**A hand rule for F0, bare U and screened U of 5d +1 ions**

The table holds the Slater integral F0, the bare U and the 6s-screened U of the 5d shell for seven ions from Lu+ to Au+, from spherical all-electron Kohn-Sham calculations (PBE, scalar-relativistic, no spin polarisation). The program tests a chain of a Slater count Z* = Z − 68 − 0.35(n − 1), the law F0 ≈ 5.7√Z* eV, and straight lines in F0 for the two values of U. With rounded constants the rms errors relative to the table are 0.8% for F0, 0.8% for bare U and 3.0% for screened U, with Os+ the worst row for both U values. Constants fixed on the four 6s1 rows reproduce the three 6s1.5 rows to within 2.1%, although the chain recovers only about half of the configuration offset in U. Hydrogenic proportionality of F0 to Z* fails by up to 27%, and a thin-shell capacitor estimate of screened U for Lu+ is about ten times too large.

Singly charged 5d ions, computed with radks 1 (radial solver with Libxc): all-electron scalar-relativistic PBE, spherical densities, no spin polarisation, Fermi nuclear charge distribution. U is the second difference of the energy for 5d occupation steps of 0.25 electrons, orbitals relaxed; the ion's charge changes for bare U, while 6s compensates at fixed charge for screened U.

## Program and output

```python
# Table: Slater F0, bare U and 6s-screened U (eV) of the 5d shell in 5d +1 ions; radks spherical
# all-electron Kohn-Sham atom, PBE, scalar-relativistic, no spin. Tested: a hand rule
# Z* = Z-68-0.35(nd-1), F0 = A sqrt(Z*), bare and screened U as straight lines in F0.
T = {
    'ion': ['Lu+', 'Hf+', 'Ta+', 'Re+', 'Os+', 'Pt+', 'Au+'],
    'Z': [71, 72, 73, 75, 76, 78, 79],
    'N': [70, 71, 72, 74, 75, 77, 78],
    'configuration': ['[Xe] 4f14 5d1 6s1', '[Xe] 4f14 5d2 6s1', '[Xe] 4f14 5d2.5 6s1.5', '[Xe] 4f14 5d4.5 6s1.5', '[Xe] 4f14 5d6 6s1', '[Xe] 4f14 5d8 6s1', '[Xe] 4f14 5d8.5 6s1.5'],
    'nuclear_rms_radius': [5.37, 5.347, 5.3507, 5.3698, 5.4126, 5.427, 5.4371],  # fm
    'bare_u': [7.8879, 8.4038, 9.1978, 10.12, 10.345, 11.221, 11.817],  # eV
    'screened_u': [0.41619, 0.53515, 0.70538, 0.91677, 0.965, 1.1657, 1.3135],  # eV
    'slater_f0': [9.9406, 10.909, 12.031, 13.599, 14.105, 15.49, 16.362],  # eV
    'bare_over_f0': [0.793, 0.77, 0.765, 0.744, 0.733, 0.724, 0.722],
    'screened_over_bare': [0.053, 0.064, 0.077, 0.091, 0.093, 0.104, 0.111],
}
import re
import numpy as np
from scipy.constants import physical_constants as pc
Ha = pc['Hartree energy in eV'][0]
ion = list(T['ion']); Z = np.array([float(z) for z in T['Z']])
nd = np.array([float(re.search(r'5d([\d.]+)', c).group(1)) for c in T['configuration']])
ns = np.array([float(re.search(r'6s([\d.]+)', c).group(1)) for c in T['configuration']])
F, U, S = (np.array(T[k], float) for k in ('slater_f0', 'bare_u', 'screened_u'))
Zs = Z - 68 - 0.35*(nd - 1)
pct = lambda m, y: 100*(m/y - 1)
def summ(name, m, y):
    e = pct(m, y); i = np.argmax(abs(e))
    print(f"{name}: rms {np.sqrt(np.mean(e**2)):.1f}%, worst {ion[i]} {e[i]:+.1f}% ({(m-y)[i]:+.3f} eV)")
A = np.exp(np.mean(np.log(F/np.sqrt(Zs))))
b1, b0 = np.polyfit(F, U, 1); s1, s0 = np.polyfit(F, S, 1)
p, lnc = np.polyfit(np.log(Zs), np.log(F), 1)
print(f"fits: F0 = {A:.3f} sqrt(Z*); bare U = {b0:.3f} + {b1:.4f} F0; screened U = {s1:.4f}(F0 - {-s0/s1:.2f}) eV")
print(f"free power law: F0 = {np.exp(lnc):.3f} Z*^{p:.3f} eV (hydrogenic exponent is 1)")
a, c0, c1, d1, d0 = round(A, 1), round(b0, 1), round(b1, 2), round(s1, 2), round(-s0/s1, 1)
print(f"hand rule: F0 = {a} sqrt(Z*); bare U = {c0} + {c1} F0; screened U = {d1}(F0 - {d0}) eV")
f = a*np.sqrt(Zs); u = c0 + c1*f; s = d1*(f - d0)
print("ion nd ns Z* sqrt(Z*) | F0 rule, err% | bare U rule, err% | screened U rule, err%")
for i, n in enumerate(ion):
    print(f"{n} {nd[i]:g} {ns[i]:g} {Zs[i]:.3f} {np.sqrt(Zs[i]):.3f} | {f[i]:.2f} {pct(f,F)[i]:+.1f} | "
          f"{u[i]:.2f} {pct(u,U)[i]:+.1f} | {s[i]:.3f} {pct(s,S)[i]:+.1f}")
summ("hand rule F0", f, F); summ("hand rule bare U", u, U); summ("hand rule screened U", s, S)
summ("bare U line fed with table F0", c0 + c1*F, U)
summ("screened U line fed with table F0", d1*(F - d0), S)
summ("bare U = 0.75 x table F0", 0.75*F, U)
print("bare U line on table F0, residual eV:", " ".join(f"{n} {r:+.3f}" for n, r in zip(ion, b0 + b1*F - U)))
print("screened line on table F0, residual eV:", " ".join(f"{n} {r:+.3f}" for n, r in zip(ion, s0 + s1*F - S)))
k = np.polyfit(Z, F, 1); summ(f"F0 line in Z, slope {k[0]:.3f} eV", np.polyval(k, Z), F)
k = np.polyfit(Zs, F, 1); summ(f"F0 = {k[1]:.2f} + {k[0]:.3f} Z*", np.polyval(k, Zs), F)
summ("F0 proportional to Z*", np.exp(np.mean(np.log(F/Zs)))*Zs, F)
m = ns == 1; h = np.where(~m)[0]
A1 = np.exp(np.mean(np.log(F[m]/np.sqrt(Zs[m])))); f1 = A1*np.sqrt(Zs)
u1 = np.polyval(np.polyfit(F[m], U[m], 1), f1); t1 = np.polyval(np.polyfit(F[m], S[m], 1), f1)
print(f"calibrated on 6s1 rows only (A = {A1:.3f} eV), errors on 6s1.5 rows:")
for i in h:
    print(f"  {ion[i]}: F0 {pct(f1,F)[i]:+.1f}%, bare {pct(u1,U)[i]:+.1f}%, screened {pct(t1,S)[i]:+.1f}%")
df = f - a*np.sqrt(Zs - 0.175); off = {}
print("6s1.5 rows minus quadratic in Z through 6s1 rows (Au+ extrapolated), table/rule, eV:")
for name, y, g in (("F0", F, 1), ("bare U", U, c1), ("screened U", S, d1)):
    r = y - np.polyval(np.polyfit(Z[m] - 75, y[m], 2), Z - 75); off[name] = r[h]
    print(f"  {name}: " + ", ".join(f"{ion[i]} {r[i]:+.3f}/{g*df[i]:+.3f}" for i in h)
          + f"; curve misfit on 6s1 up to {abs(r[m]).max():.3f}")
print("bare U change per unit Z, eV:", " ".join(f"{ion[i]}-{ion[i+1]} {x:.2f}" for i, x in enumerate(np.diff(U)/np.diff(Z))))
L, P = ion.index('Lu+'), ion.index('Pt+')
print(f"Lu+ to Pt+ (both 6s1) growth factor: Z* {Zs[P]/Zs[L]:.2f}, F0 {F[P]/F[L]:.2f}, bare {U[P]/U[L]:.2f}, screened {S[P]/S[L]:.2f}")
print(f"F0 - bare U: {(F-U)[0]:.2f} to {(F-U)[-1]:.2f} eV; 6s removes {100*(1-S/U)[0]:.1f}% to {100*(1-S/U)[-1]:.1f}% of bare U")
r5d, i5d, i6s = 2.50119, 0.525598, 0.374078  # further outputs of the same Lu+ run (bohr, 1/bohr)
print(f"Lu+: 1/<r>5d {Ha/r5d:.2f} eV, F0 ratio {F[L]*r5d/Ha:.2f}; <1/r>5d {Ha*i5d:.2f} eV, F0 ratio {F[L]/(Ha*i5d):.2f}")
print(f"Lu+: hydrogenic <1/r> = Z*/25 = {Zs[L]/25:.3f} per bohr, computed is {i5d*25/Zs[L]:.1f} times larger")
print(f"Lu+: thin-shell capacitor {Ha*(i5d-i6s):.2f} eV = {Ha*(i5d-i6s)/S[L]:.1f} x screened U")
print("table rounding: at most 0.0005 eV (0.005%); step-size error not given")
assert np.all(S < U) and np.all(U < F)
assert all(np.all(np.diff(y) > 0) for y in (F, U, S, S/U)) and np.all(np.diff(U/F) < 0)
assert 0 < p < 1
assert np.all(off["F0"] > 0)
```

Printed output:

```
fits: F0 = 5.675 sqrt(Z*); bare U = 1.811 + 0.6093 F0; screened U = 0.1382(F0 - 6.98) eV
free power law: F0 = 5.835 Z*^0.483 eV (hydrogenic exponent is 1)
hand rule: F0 = 5.7 sqrt(Z*); bare U = 1.8 + 0.61 F0; screened U = 0.14(F0 - 7.0) eV
ion nd ns Z* sqrt(Z*) | F0 rule, err% | bare U rule, err% | screened U rule, err%
Lu+ 1 1 3.000 1.732 | 9.87 -0.7 | 7.82 -0.8 | 0.402 -3.4
Hf+ 2 1 3.650 1.910 | 10.89 -0.2 | 8.44 +0.5 | 0.545 +1.8
Ta+ 2.5 1.5 4.475 2.115 | 12.06 +0.2 | 9.16 -0.5 | 0.708 +0.4
Re+ 4.5 1.5 5.775 2.403 | 13.70 +0.7 | 10.16 +0.4 | 0.938 +2.3
Os+ 6 1 6.250 2.500 | 14.25 +1.0 | 10.49 +1.4 | 1.015 +5.2
Pt+ 8 1 7.550 2.748 | 15.66 +1.1 | 11.35 +1.2 | 1.213 +4.0
Au+ 8.5 1.5 8.375 2.894 | 16.50 +0.8 | 11.86 +0.4 | 1.329 +1.2
hand rule F0: rms 0.8%, worst Pt+ +1.1% (+0.172 eV)
hand rule bare U: rms 0.8%, worst Os+ +1.4% (+0.147 eV)
hand rule screened U: rms 3.0%, worst Os+ +5.2% (+0.050 eV)
bare U line fed with table F0: rms 0.4%, worst Ta+ -0.6% (-0.059 eV)
screened U line fed with table F0: rms 1.7%, worst Os+ +3.1% (+0.030 eV)
bare U = 0.75 x table F0: rms 3.2%, worst Lu+ -5.5% (-0.432 eV)
bare U line on table F0, residual eV: Lu+ -0.021 Hf+ +0.053 Ta+ -0.057 Re+ -0.024 Os+ +0.059 Pt+ +0.027 Au+ -0.038
screened line on table F0, residual eV: Lu+ -0.008 Hf+ +0.007 Ta+ -0.008 Re+ -0.003 Os+ +0.019 Pt+ +0.010 Au+ -0.018
F0 line in Z, slope 0.778 eV: rms 1.6%, worst Lu+ +2.7% (+0.264 eV)
F0 = 6.60 + 1.184 Z*: rms 1.1%, worst Lu+ +2.1% (+0.208 eV)
F0 proportional to Z*: rms 17.9%, worst Au+ +26.6% (+4.357 eV)
calibrated on 6s1 rows only (A = 5.682 eV), errors on 6s1.5 rows:
  Ta+: F0 -0.1%, bare -1.0%, screened -2.1%
  Re+: F0 +0.4%, bare -0.3%, screened -0.6%
  Au+: F0 +0.5%, bare -0.4%, screened -1.9%
6s1.5 rows minus quadratic in Z through 6s1 rows (Au+ extrapolated), table/rule, eV:
  F0: Ta+ +0.275/+0.238, Re+ +0.222/+0.209, Au+ +0.266/+0.173; curve misfit on 6s1 up to 0.029
  bare U: Ta+ +0.284/+0.145, Re+ +0.239/+0.128, Au+ +0.178/+0.106; curve misfit on 6s1 up to 0.003
  screened U: Ta+ +0.060/+0.033, Re+ +0.054/+0.029, Au+ +0.053/+0.024; curve misfit on 6s1 up to 0.002
bare U change per unit Z, eV: Lu+-Hf+ 0.52 Hf+-Ta+ 0.79 Ta+-Re+ 0.46 Re+-Os+ 0.23 Os+-Pt+ 0.44 Pt+-Au+ 0.60
Lu+ to Pt+ (both 6s1) growth factor: Z* 2.52, F0 1.56, bare 1.42, screened 2.80
F0 - bare U: 2.05 to 4.54 eV; 6s removes 94.7% to 88.9% of bare U
Lu+: 1/<r>5d 10.88 eV, F0 ratio 0.91; <1/r>5d 14.30 eV, F0 ratio 0.70
Lu+: hydrogenic <1/r> = Z*/25 = 0.120 per bohr, computed is 4.4 times larger
Lu+: thin-shell capacitor 4.12 eV = 9.9 x screened U
table rounding: at most 0.0005 eV (0.005%); step-size error not given
```
